## Why does a layered crystal care so much about the direction across its layers?

I am looking at the calculated levels of SnSe₂. The crystal is a stack of Se–Sn–Se layers held together weakly, so I expected the levels to change a lot for waves running within a layer and very little for waves running across the stack.

Levels of SnSe₂ (space group P-3m1) at points of an 8×8×5 k mesh, from all-electron FLAPW calculations in FLEUR MaX-R8.1 (later development tree) with PBEsol, Fermi–Dirac smearing of 0.05 eV and no spin polarisation, spin–orbit coupling or dispersion correction. Levels are numbered outward from the gap, with energies relative to the highest filled level on the mesh.

| point a (reciprocal cell vector) | point b (reciprocal cell vector) | point c (reciprocal cell vector) | level under 4 (eV) | level under 3 (eV) | level under 2 (eV) | level under 1 (eV) | level over 1 (eV) |
| --- | --- | --- | --- | --- | --- | --- | --- |
| 0.0000 | 0.0000 | 0.0000 | -0.706 | -0.394 | -0.394 | -0.008 | 1.001 |
| 0.0000 | 0.0000 | 0.2000 | -0.745 | -0.745 | -0.333 | -0.333 | 1.689 |
| 0.0000 | 0.1250 | 0.0000 | -1.285 | -1.160 | -0.143 | 0.000 | 2.063 |
| 0.0000 | 0.1250 | 0.4000 | -1.761 | -1.171 | -0.895 | -0.293 | 2.279 |
| 0.0000 | 0.5000 | 0.0000 | -2.940 | -2.704 | -1.233 | -0.307 | 1.099 |
| 0.2500 | 0.2500 | 0.0000 | -3.615 | -2.516 | -1.899 | -0.814 | 1.664 |
| 0.2500 | 0.3750 | 0.0000 | -3.658 | -3.086 | -1.659 | -1.340 | 1.440 |

The first three rows seem to say the opposite. From the zone centre, a step to point c = 0.2 lowers the highest filled level (level under 1) by about a third of an eV. A step of similar length within the layer, to (0, 1/8, 0), leaves it almost where it was. Further out the highest filled level drops, but at (0, 1/2, 0) it is higher than at (1/4, 1/4, 0), which is closer to the centre. The lowest empty level (level over 1) leaps up as soon as I leave the centre, then is low again at (0, 1/2, 0). Is there a reason behind all this?

## Answer

There is, and it begins with the shape of the orbitals. Weak binding between layers doesn't mean that every electronic level ignores the neighbouring layer. A level whose orbitals point into the gap between layers can respond strongly, while one whose orbitals lie flat may hardly notice.

The columns also need some care. They rank the levels at each point by energy, and do not follow one kind of state from row to row. When two levels cross, the state in a given column changes its nature. That is what happens between the first two rows.

### The level that falls out of sight

At the zone centre, called Γ, the highest filled level stands alone at −0.008 eV, with two equal levels below it at −0.394 eV. Energies are counted from the highest filled level on the mesh. At (0, 0, 0.2) the four highest filled levels form two equal pairs, at −0.333 and −0.745 eV. The single level is no longer among them.

Along this line the crystal keeps its threefold axis, so a single level stays single and a pair stays a pair. The crystal also keeps its gap, so the single level must now lie beneath both pairs. It has therefore fallen by at least 0.737 eV. The topmost column shows a fall of only 0.325 eV, because the upper pair has taken over first place.

That pair serves as a control. It has made the same step across the layers and has risen by just 0.061 eV. So the step doesn't shift all filled levels alike: it picks out the single one.

Symmetry tells us what distinguishes them. The pairs are made mainly of Se p orbitals lying in the plane of the layer, where two directions are equivalent. The single level is made mainly of Se p orbitals standing upright, for which there is only one direction. The upright orbitals reach into the gap between layers, and the flat ones meet across it mostly side by side, which is a weaker contact.

### What happens in the gap between layers

An upright p orbital has a positive lobe at one end and a negative lobe at the other. In the highest filled state at Γ, all these orbitals point the same way. Across the gap, the positive lobe of a Se atom then faces the negative lobes of Se atoms in the next layer. Such a contact is antibonding and pushes the level up.

Point c sets how the wave changes from one layer to the next. At c = 0 each layer repeats the one below it. At c = 0.2 the wave turns by a fifth of a full cycle, or 72°, per layer. If the two faces of each layer keep their relation to each other, the contact retains cos 72°, or about 0.3, of its push at Γ. In the real crystal that relation can shift, so this is only a rough size. Much of the antibonding push is lost, and the level sinks.

The drop and the pair's indifference can be read from the levels. The assignment to upright and flat orbitals rests on symmetry, and the contact picture on standard bonding theory. Together they explain why a crystal that is easy to cleave can still have a level that changes steeply across the layers: cleavage depends on the total binding, whereas this level is sensitive to one particular contact.

The step to (0, 1/8, 0) leaves c at zero. An upright level there would keep most of its antibonding push, which fits a top level that hardly moves.

The row at (0, 1/8, 0.4) may show the same change of leader. Compared with (0, 1/8, 0), its highest filled level is lower by 0.293 eV, much like the fall seen above Γ. Here the threefold axis is lost and the pairs are split, so the energies alone don't reveal which state has taken over.

### Why M is higher than a nearer point

Now stay within the layer. The point (0, 1/2, 0) is called M. Its highest filled level lies at −0.307 eV, against −0.814 eV at (1/4, 1/4, 0), although M is farther from Γ. Distance is therefore a poor guide. What counts is which neighbouring atoms are in step.

A simple model makes this visible. Take one flat sheet of Se atoms, each with six neighbours, and keep only the p orbitals lying in the sheet. Let σ be the energy by which a neighbour raises the level when two p orbitals point at each other and are in step. For orbitals side by side I assume the usual weaker coupling of opposite sign, −σ/4.

At M the wave stays in step along one set of atomic rows and reverses from each row to the next. Let the p orbitals point along the rows. The two neighbours in the same row contribute 2σ. The other four lie at 60° to the orbital, so each has a coupling of σ/4 − (3/4)(σ/4) = σ/16. They are out of step, which turns their total into −σ/4. The level stands at 2σ − 0.25σ = 1.75σ.

At (1/4, 1/4, 0) the wave turns by 90° towards four of the neighbours, and their contributions vanish. Towards the remaining two it reverses. The highest level has its p orbitals at right angles to that line, so these two neighbours are side by side and out of step. They contribute 2 × σ/4 = 0.5σ. M is thus favoured by 1.25σ, because it keeps whole rows of head-to-tail antibonding contacts.

To turn this into eV, I fitted a constant and a scale by least squares to the highest filled level at the four points with c = 0 other than Γ. The scale is 0.535 eV per σ, so M should lie 1.25 × 0.535 = 0.67 eV above (1/4, 1/4, 0). The calculated difference is 0.51 eV, which makes the estimate about a third too large. Both points were used in the fit, so this shows how well the picture can describe them and is no independent prediction. The fit also treats the highest filled state at all four points as flat, which the energies don't prove. At (0, 1/8, 0) it may instead be upright, which would also fit its small change from Γ. At (1/4, 1/4, 0) the matter is open too: upright orbitals in the same sheet, starting from the same energy, would also reach 0.5σ.

Γ provides a harder test. The model puts the flat pair there at about 0.02 eV, whereas the calculation has it at −0.394 eV. The number from the model happens to fall close to the single level, but that level is upright and doesn't belong to the model at all. A real layer has two Se sheets joined through Sn, and their coupling is the obvious thing that a single sheet lacks. The model gives a likely reason why M beats a nearer point, but it can't be used to draw the filled levels around Γ.

### Why the empty level is low at Γ and M

The lowest empty level is 1.001 eV at Γ and 1.099 eV at M. At the other five points it is at least 0.341 eV higher than at M. Γ and M lie far apart, but they share a special property: reversing the wave gives the same wave again. At M this is so because a wave that changes sign from row to row looks the same whichever way it travels.

This matters because the empty state contains much Sn s character, and each Sn atom sits at a centre of inversion. At Γ and M, every state must be either even or odd under inversion through that atom. The Sn s part is even, so it can mix with even combinations of Se p orbitals but not with odd ones. The highest filled state at Γ, with all its upright orbitals pointing the same way, is odd.

Away from these special points the separation into even and odd is lifted. The empty state can then mix with filled states just below the gap that were closed to it before. When two levels mix, the upper one is pushed up and the lower one down. This may be part of the reason why the empty level rises by 0.688 eV on the step across the layers and by 1.062 eV on the step to (0, 1/8, 0). On the step across the layers, the contact between layers should act as well. In the even combination of upright orbitals, lobes of equal sign face each other across the gap at Γ. That contact is bonding, and it weakens as the wave turns, so the empty level rises. The mixing, for its part, can push the single filled level down further than the contact alone would.

The mixing also suggests a reason for the small change in the fourth row. Going from (0, 1/8, 0) to (0, 1/8, 0.4) raises the empty level by only 0.216 eV, although c changes twice as much as on the step from Γ. The contact between layers doesn't explain this, since by itself it should change more over the longer step. But at (0, 1/8, 0) the mixing is already allowed, so the extra step has no new door to open. The pattern of low and high points is in the data. How much of each rise comes from this mixing is something the energies alone don't settle.

### What this means for the gap

The 1.001 eV at Γ should not be taken for the band gap. On the full mesh the lowest empty level lies 0.742 eV above the highest filled one, at a point other than these seven. That is 0.259 eV below the empty level at Γ, although Γ and M are the only kinds of point on this mesh where even and odd states stay separate. The lowest level of all thus occurs where mixing is allowed, so the mixing can't by itself decide where the empty level is low. In bulk SnSe₂ the minimum is known to lie near L, which is (0, 1/2, 1/2), straight above M. L is another point where a reversed wave is the same wave. With five divisions along c the mesh passes on either side of it, so the gap at this level of theory may be somewhat smaller still.

PBEsol usually makes gaps too small, so the heights of the empty levels above the filled ones are less trustworthy than the pattern among them. Spin–orbit coupling, which is left out, would split the flat Se pairs by roughly a few tenths of an eV. The lead of 0.008 eV that (0, 1/8, 0) has over Γ is therefore too slight to fix the place of the highest filled level. The fall of the single level is much larger and doesn't hang on such a detail.

For another layered crystal, I would start with the same two questions. Do the orbitals at the edge of the gap point across the space between layers or lie flat? And does the wave bring lobes of equal or opposite sign together there? Upright orbitals with opposite lobes facing each other give a level that is raised at Γ and falls across the stack, and the fall can be steep even in a crystal that cleaves easily.
